Arsenic looks wrong. Its omega structure lies 56 meV/atom below hcp, yet in phosphorus, which stands directly above it in the group and has the same five valence electrons, omega lies 269 meV/atom above. Antimony sides with arsenic, and the other five elements prefer hcp. Two sizes are worth remembering: the structures differ by about 50 meV/atom in Mg, Ca, As and Sb, and by one to three hundred in P, Se and Te.

Omega (AlB2-type, structure 2) against hcp (structure 1) for s- and p-block elements, each relaxed without spin polarisation. Energies are extrapolated to zero smearing, volumes are per atom, and the single k mesh is that of omega. Ansatz 0.2.0, DFT with PBEsol, plane-wave PAW, scalar-relativistic, cutoff 420 eV, Fermi-Dirac smearing of width 0.1 eV.

| element | distinct k-meshes among the runs behind the row | Z | valence electrons | k mesh | energy of structure 2 less structure 1, PBEsol (meV/atom) | volume of structure 1, PBEsol (Å³) | volume of structure 2, PBEsol (Å³) | volume of structure 2, PBEsol over volume of structure 1, PBEsol, less one (%) |
| --- | --- | --- | --- | --- | --- | --- | --- | --- |
| Mg | 8x8x12 / 19x19x10 | 12 | 2 | 8×8×12 | 55 | 22.52 | 22.80 | 1.2 |
| P | 9x9x14 / 13x13x11 | 15 | 5 | 9×9×14 | 269 | 14.55 | 13.80 | -5.2 |
| Ca | 7x7x10 / 11x11x6 | 20 | 2 | 7×7×10 | 51 | 40.79 | 41.16 | 0.9 |
| As | 9x9x13 / 13x13x8 | 33 | 5 | 9×9×13 | -56 | 18.39 | 18.37 | -0.1 |
| Se | 9x9x11 / 12x12x9 | 34 | 6 | 9×9×11 | 221 | 20.96 | 19.73 | -5.9 |
| Sb | 8x8x11 / 12x12x7 | 51 | 5 | 8×8×11 | -37 | 26.16 | 26.22 | 0.2 |
| Te | 8x8x11 / 11x11x8 | 52 | 6 | 8×8×11 | 140 | 29.31 | 27.40 | -6.5 |

### One name, two shapes

The volumes give the first clue. In P, Se and Te omega is 5 to 7 % denser than hcp, whereas in the other four elements the two volumes agree to about 1 %. A truly close-packed metal would not leave that much room for omega to fill. This suggests that the hcp cells of P, Se and Te are open, although they carry the symmetry of a close-packed structure.

The k meshes show how this comes about. A longer cell edge needs fewer mesh points, so the numbers of points in the plane, $n_a$, and along the axis, $n_c$, reveal the ratio of the cell's height $c$ to its in-plane edge $a$:

$$\frac{c}{a}\approx\frac{\sqrt{3}}{2}\,\frac{n_a}{n_c}.$$

For omega, whose cell edges are known from the same calculations, this estimate is right to within 6 %. For hcp it gives 1.0 to 1.2 in P, Se and Te, and roughly the ideal 1.63 in Mg and Ca. In As and Sb it gives 1.4 to 1.5, which is too low: their relaxed hcp cells have $c/a=1.53$ and 1.65, so arsenic is only slightly flattened and antimony not at all. Rounding to whole mesh points can cause errors of this size, but the volumes draw the same line between P, Se and Te and the rest.

Flattening turns twelve equal neighbours into six near ones, in the layers above and below, and six distant ones within the layer. In phosphorus the inferred distances are 2.5 and 3.2 Å. In arsenic the relaxed cell gives 2.9 and 3.0 Å, close to ordinary close packing, and in antimony all twelve neighbours lie near 3.3 Å. The odd sign of arsenic thus goes with a different shape of its hcp reference.

### Why the shape may decide

Bonding theory suggests why an open cell is favourable in the p block. Directional p orbitals gain more from a few short contacts than from many equal ones, and a flattened hcp cell gives every atom six of them. Omega does this only in part. Two thirds of its atoms form honeycomb layers with a few short contacts, while the remaining third sit in crowded sites with two neighbours along the axis and twelve around them. On this view hcp loses its advantage when it flattens only slightly, as in As, or not at all, as in Sb, and omega can win. The two do not follow the argument in detail, however: antimony has the less flattened cell, yet omega's lead is smaller there than in arsenic. Nor does the argument explain why these two should keep a nearly ideal shape when phosphorus does not, so their hcp cells deserve a check.

Magnesium and calcium follow a different rule, because their bonding has little direction. Omega also offers twelve near neighbours on average, but they are unevenly shared between two kinds of site. In magnesium their distances run from 2.9 to 3.3 Å, whereas all twelve in hcp lie near 3.2 Å. Squeezing some contacts usually costs more than stretching others returns, which is a plausible reason for hcp to be lower.

A simple model puts the shape argument into numbers. The energy of omega less that of hcp was fitted as a straight line in the mesh-inferred $c/a$ of hcp for the five p-block elements. The line falls as $c/a$ rises, as the argument expects. Its coefficients have no physical meaning, however, because they depend on how the meshes were rounded: with the $c/a$ of the relaxed cells the slope is more than a third smaller.

The typical error of the mesh-based line is 32 meV/atom, but it rises to about 55 when each element is predicted from the other four. An error of 0.1 in the inferred $c/a$ would by itself move the result by about 76 meV/atom. With the relaxed cells the line changes sign at $c/a\approx1.5$, very near arsenic. Such a line can therefore sort strongly flattened cells from the other p-block ones, but it cannot settle the sign for arsenic, and it wrongly gives antimony the larger omega lead of the two. A line in the number of valence electrons does far worse, with a typical error of 118 meV/atom. For Mg and Ca, which were not in the fit, the shape line gives the wrong sign, so it can serve at most for p-bonded elements. The fit does not prove the cause, since shape and energy come out of the same relaxation; the printed output after the text gives the details.

### How safe the order is

The preference for hcp in P, Se and Te is the safest result, because the differences are large. A change to PBE is also unlikely to undo it: PBEsol favours dense structures more than PBE does, and here the more open one wins nevertheless. All runs use PAW datasets made for PBE, however, and the error that this mismatch brings was not measured. It weighs most on the small differences, as does zero-point motion, which is left out. Dispersion is missing too; it would probably favour the denser omega in P, Se and Te and so reduce the lead of hcp there.

The smaller differences need more care. In calcium the correction to zero smearing in omega alone is 26 meV/atom, half of the whole difference, although a similar correction in hcp should cancel part of it. In magnesium the hcp mesh is about three times as dense as that of omega, so its 55 meV/atom should not be read to the last few units. The order in these two metals is credible, but its size is less certain.

In As and Sb the omega cells still carry some stress along the axis. A rough elastic estimate puts the energy left in them at several meV/atom, and releasing it would lower omega further. Spin-orbit coupling, which is not included, matters more for antimony, where omega leads by only 37 meV/atom. The greater doubt in both elements, however, is whether the competitor relaxed into its lowest shape.

### What would reverse it

For As and Sb, a better hcp cell might be enough. Phosphorus relaxed into a strongly flattened cell, and arsenic may have a similar minimum that its relaxation did not reach. This is a guess, but it is easily tested by computing the hcp energy over a range of $c/a$ from 1.0 to 1.7. A lower flattened minimum would shrink omega's lead and could bring arsenic into line with phosphorus.

For P, Se and Te the lever is pressure, which favours the denser omega. Dividing the energy difference by the volume difference gives about 12 GPa for tellurium and roughly 30 and 60 GPa for selenium and phosphorus. These are orders of magnitude only, since both cells change shape and stiffen under load.

For practical use, a negative entry does not mean that omega arsenic or antimony can be made. Both elements crystallise in layered structures that lie lower than either competitor here. The calculation also holds each structure in its symmetry, so it does not show whether omega would survive small displacements of its atoms. Among transition metals the same comparison has more direct meaning: in titanium and zirconium, directional d bonds make omega a close rival of hcp, and pressure does produce it. For a neighbouring p-block element, the first thing to check is the relaxed $c/a$ of hcp: in the five studied here, a strongly flattened cell went with hcp and one close to the ideal shape with omega.

Printed output of the fit:

```
hcp shape inferred from meshes, contacts in angstrom, smearing correction in meV/atom:
  row  hcp_c/a  hcp_6_between_layers  hcp_6_in_layer  omega_honeycomb  omega_along_c  omega_slanted  omega_smearing_correction
   Mg    1.645                 3.178           3.162            2.929          3.074          3.308                      6.685
    P    1.023                  2.47           3.202            2.533          2.486          2.821                      8.867
   Ca    1.588                 3.829             3.9             3.58          3.701           4.03                      25.54
   As    1.407                 2.834           3.113            2.758          2.782          3.089                      9.066
   Se    1.155                 2.836           3.474              2.7          3.133          3.121                       10.4
   Sb    1.485                 3.235            3.44            3.087          3.191          3.475                      9.212
   Te    1.191                 3.189           3.845            3.129           3.24          3.524                      13.02
largest error of the mesh rule for c/a, tested on omega (%): 5.753
fit of energy_2_less_1_PBEsol on 5 rows (pblock): constant 1057 +/- 136, coefficient of h_ca -758.3 +/- 108; rms 31.7, worst As 45.8, leave-one-out rms 54.5
  rows outside the fit (model, value, miss): Mg -190.8, 55, -246; Ca -147, 51, -198
fit of energy_2_less_1_PBEsol on 5 rows (pblock): constant -550.5 +/- 755, coefficient of valence_electrons 121.8 +/- 139; rms 118, worst P -210, leave-one-out rms 180
  rows outside the fit (model, value, miss): Mg -306.8, 55, -362; Ca -306.8, 51, -358
energy difference of P less that of As (meV/atom): 325
omega smearing correction over energy difference, Ca (%): 50.07
k-point density per reciprocal volume, hcp over omega, Mg: 3.134
rough elastic energy left in omega As (meV/atom): 5.937
rough elastic energy left in omega Sb (meV/atom): 5.999
rough pressure for equal enthalpy, P (GPa): 57.46
rough pressure for equal enthalpy, Se (GPa): 28.79
rough pressure for equal enthalpy, Te (GPa): 11.74
```
